Strip heavier and heavier atoms down to 19 electrons and, in every row below, one 3d electron is left outside an argon core. The spin of this electron feels the magnetic field of its own orbital motion, so it is bound more tightly when spin and orbit are opposed (3d3/2) than when they are aligned (3d5/2). Dirac-Coulomb Hartree-Fock can place the electron in 3d3/2 or spread it over all ten 3d states, and the first choice lies lower by 0.015 eV in Sc2+ and by 72 eV in Tl62+. How large is this lowering in Tc24+ and Ag28+?

Hartree-Fock for 19-electron ions, [Ar] 3d1, with the B-spline radial atomic code 1. Energies and Σ<r²> (all electrons) are Dirac-Coulomb with a Fermi nucleus, averaged over the nl configuration or over the jj configuration that fills j = l − 1/2 first (low j first). F2 and ζ = (α²/2)<(1/r) dV/dr>, with no exchange or self-repulsion in V, are non-relativistic with a point nucleus.

```
species   Z  charge (e)  jj occupations of the open shell  E(low j first) − E(nl average) (eV)  Σ<r²>, nl (bohr²)  Σ<r²>: low j first/nl average − 1 (%)  ζ of the open shell, non-rel. (eV)  F2 of the open shell, non-rel. (eV)
   Sc2+  21           2                          (3d3/2)1                             -0.01501              16.22                                  -0.03                             0.01325                                7.528
   Cr5+  24           5                          (3d3/2)1                             -0.07619              9.096                                  -0.02                             0.05493                                12.77
   Co8+  27           8                          (3d3/2)1                              -0.1962              6.030                                  -0.02                              0.1376                                17.11
  Zn11+  30          11                          (3d3/2)1                              -0.4041              4.323                                  -0.02                              0.2808                                21.20
  As14+  33          14                          (3d3/2)1                              -0.7342              3.260                                  -0.03                              0.5074                                25.16
  Kr17+  36          17                          (3d3/2)1                               -1.226              2.548                                  -0.03                              0.8435                                29.05
  Zr21+  40          21                          (3d3/2)1                               -2.210              1.912                                  -0.04                               1.514                                34.18
  Tc24+  43          24                          (3d3/2)1                                    ?                  ?                                      ?                                   ?                                    ?
  Ag28+  47          28                          (3d3/2)1                                    ?                  ?                                      ?                                   ?                                    ?
  Sn31+  50          31                          (3d3/2)1                               -7.118              1.069                                  -0.07                               4.824                                46.82
   I34+  53          34                          (3d3/2)1                               -9.535             0.9223                                  -0.08                               6.442                                50.59
  Ba37+  56          37                          (3d3/2)1                               -12.52             0.8029                                  -0.09                               8.434                                54.35
  Pr40+  59          40                          (3d3/2)1                               -16.15             0.7045                                  -0.10                               10.85                                58.10
  Sm43+  62          43                          (3d3/2)1                               -20.53             0.6224                                  -0.11                               13.75                                61.85
  Tb46+  65          46                          (3d3/2)1                               -25.75             0.5532                                  -0.13                               17.19                                65.59
  Er49+  68          49                          (3d3/2)1                               -31.91             0.4943                                  -0.14                               21.23                                69.33
  Lu52+  71          52                          (3d3/2)1                               -39.13             0.4438                                  -0.16                               25.95                                73.06
   W55+  74          55                          (3d3/2)1                               -47.52             0.4001                                  -0.17                               31.41                                76.79
  Pt59+  78          59                          (3d3/2)1                               -60.75             0.3505                                  -0.19                               39.97                                81.77
  Tl62+  81          62                          (3d3/2)1                               -72.39             0.3186                                  -0.21                               47.45                                85.50
```

The two calculations of a row differ only in where the d electron sits: the first is the single level ²D3/2, the second weights 3d3/2 and 3d5/2 as 4 to 6. The spin-orbit energy is ζ<l·s>, where ζ measures the electric field along the orbit, and

<l·s> = ½[j(j+1) − l(l+1) − 3/4]

gives −3/2 for j = 3/2 and +1 for j = 5/2. The weighted mean 4(−3/2) + 6(+1) vanishes, so to first order

lowering = −1.5ζ = −0.6 × (3d3/2–3d5/2 splitting).

Ba37+ bears out the second form: its two 3d orbital energies are 20.86 eV apart, and 0.6 × 20.86 eV = 12.52 eV is the tabulated size. In that ion, relaxation of the core adds nothing visible. In As14+ the same rule gives 0.7326 eV against 0.7342 eV. The small remainder is not spin-orbit energy: a jj run lets the two j components of each core p shell respond differently to the d electron, an offset that survives the non-relativistic limit and weighs most where the lowering is small. F2, the Slater integral for the angular part of the repulsion between two d electrons, cannot enter, because there is no second d electron. For the same reason no passage from LS to jj coupling takes place here.

The growth of ζ follows from treating the ion as a hydrogen-like ion of reduced charge Z − σ. The field goes as that charge and <r⁻³> of a 3d orbital as its cube divided by 405, so with α the fine-structure constant

ζ = α²(Z − σ)⁴/810 hartree = 1.789×10⁻⁶ eV × (Z − σ)⁴.

The analogy holds only as far as the core acts like a fixed reduction of the charge, and the single σ is a blend: in Er49+ the field alone is screened by 7.7 and <r⁻³> by 9.8, which combine to 9.31. Inverting the formula gives σ = 9.24 for Tl62+ and 9.67 for Zr21+, about half of the 18 core electrons. That is sensible, since ζ is weighted to small radii, and in Ba37+ the 3d mean radius (0.23 bohr) lies inside those of 3s and 3p (0.26 to 0.27 bohr). At low charge the 3d orbital is pushed outward, σ climbs to 11.72 in Sc2+, and the picture weakens. With constant σ the local exponent of ζ in Z is 4Z/(Z − σ), which is 4.51 at Tl against 4.55 found between Pt and Tl; between Sc and Cr the table gives 10.6. No single power of Z can cover such a series. F2, an inverse length, goes as the first power, 1.236 eV × (Z − σ) with its own σ, and Σ<r²>, summed over all 19 electrons, as 1890 bohr²/(Z − σ)².

The factor 1.5 is not exact. The ratio R = |lowering|/ζ rises through the known rows from 1.13 in Sc2+ and 1.39 in Cr5+ to 1.53 in Tl62+. Part of the rise at high Z is a higher-order relativistic effect: the Dirac splitting of a hydrogen-like 3d level exceeds the first-order value, by 5.0% at the reduced charge of Tl62+. That figure holds for a rigid charge and overstates the net gain in the ion, whose core contracts and screens the d electron better. Dividing this factor out leaves R short of 1.5 by 3.0 to 3.1% from Sn to Tl, by 4.4% in Zn11+ and by a quarter in Sc2+. ζ contains no exchange with the core and comes from non-relativistic orbitals, which a relativistically contracted core would screen differently. The second effect is of relative order (Zα)², only 0.023 in Sc2+, so the quarter missing there is mostly exchange. Towards high Z exchange fades while the relativistic part grows; the flat 3% is probably their sum, though these numbers do not separate them, and its flatness is no sign that the hydrogenic factor has the right size.

For the prediction each σ and R were fitted by linear least squares to the 15 known rows with Z ≥ 30, as expansions in 1/Z, with (Zα)² terms added for R and for Σ<r²>; the percentage change was fitted with a constant and powers of (Zα)² alone. The constants trade against each other and carry no meaning singly. The fitted lowering is within 0.24% of the table in those rows. Sc, Cr and Co were left out because a 1/Z series converges slowly at low charge, and there the size is overestimated by 67%, 8% and 1.6%. For Tc24+, which was not in the fit,

σ = 9.041 + 7.074/43 + 730.8/43² = 9.601
ζ = 1.789×10⁻⁶ eV × (33.399)⁴ = 2.226 eV
R = 1.5[1 + 0.1036(43α)² − 1.775/43 + 13.11/43²] = 1.464
lowering = −1.464 × 2.226 eV = −3.259 eV.

The forecast is that both ions fall in order between Zr21+ and Sn31+ in every column. For Tc24+ and Ag28+ in turn, the lowering should be −3.2 to −3.3 and −5.1 to −5.3 eV, with R between 1.460 and 1.476, so that 1.5ζ overshoots by about 2%. The change in Σ<r²> should be −0.05 and −0.06% (±0.01). A single power of Z should do worse than the screened model.

The fit narrows this. Removing any two neighbouring rows from the inside of the fitted set, refitting and keeping the worst miss gives −3.259 ± 0.009 and −5.190 ± 0.015 eV for the lowering, with R = 1.464 and 1.471, each ± 0.002. In the same way ζ should be 2.226 ± 0.003 and 3.529 ± 0.005 eV, F2 37.99 ± 0.02 and 43.05 ± 0.02 eV, and Σ<r²> 1.5785 ± 0.0019 and 1.2525 ± 0.0015 bohr². The bar is cautious, since some of these removals open a wider gap than the one between Zr and Sn.

The withheld rows as computed:

```
species   Z  charge (e)  jj occupations of the open shell  E(low j first) − E(nl average) (eV)  Σ<r²>, nl (bohr²)  Σ<r²>: low j first/nl average − 1 (%)  ζ of the open shell, non-rel. (eV)  F2 of the open shell, non-rel. (eV)
  Tc24+  43          24                          (3d3/2)1                               -3.262              1.578                                  -0.05                               2.226                                37.99
  Ag28+  47          28                          (3d3/2)1                               -5.191              1.253                                  -0.06                               3.529                                43.05
```

Every value lies inside its bar, and inside its forecast range where one was given. ζ, F2, Σ<r²> and the percentage change are missed by about the rounding of the last printed digit or less, so those misses need no cause. The one clear miss is the lowering of Tc24+, predicted 0.003 eV (0.09%) too small in size. It comes from R, computed as 3.262/2.226 = 1.465 against 1.464, since ζ is hit. In the fit the lowering is also too small, by 0.19% at Kr and 0.12% at Zr but no longer at Sn; about half of that lies in ζ and the rest in R, whose formula seems to have slightly the wrong shape there. For Ag28+ the miss is 0.001 eV. Bare 1.5ζ with the computed ζ overshoots by 2.4% and 2.0%, and a power law fitted to the same 15 rows on logarithmic axes (exponent 5.17) falls 8.0% and 8.5% short. These were interpolations in a smooth series with three constants per fitted quantity (four for Σ<r²>, and six for the lowering, which joins ζ and R): the hits show that nothing changes character between Zr and Sn, and they do not prove any cause of the deficit in R.

The change in Σ<r²> is small because one electron of 19 moves. In Ba37+, <r²> of 3d3/2 is 1.32% below the 3d average, but 3d supplies only 7.9% of the sum, which dilutes the change to −0.104% against −0.09% in the table; a slight swelling of the core around the tighter d orbital may account for the rest. The change is not monotonic at the low end: unrounded, it is −0.031% in Sc2+ and −0.019% in Cr5+ and Co8+. A larger share of the diffuse 3d orbital in the Sc2+ sum is a plausible but unproven reason.

The lowering is not 0.6 times the splitting of the real ion. Dirac-Coulomb omits the magnetic interaction between electrons, and the Gaunt energies of the same runs would reduce the lowering by about 16% in Sc2+, 6.2% in As14+ and 2.2% in Tl62+, with retardation not counted. The last figure exceeds the 1.7% by which R passes 1.5 in Tl62+, so the crossing of 1.5 between Tb and Er belongs to this level of theory. Correlation is absent too: the 3d3/2 ionisation energy of Sc2+ is 1.0 eV below the measured one, far more than the lowering. At high charge the balance reverses. The averaged Ba37+ run carries a warning that tabulated ionisation energies refer to the lowest level, and with Breit and QED corrections it falls 12.59 eV below the tabulated theoretical value (uncertain by 4 eV), which matches the lowering within that uncertainty.
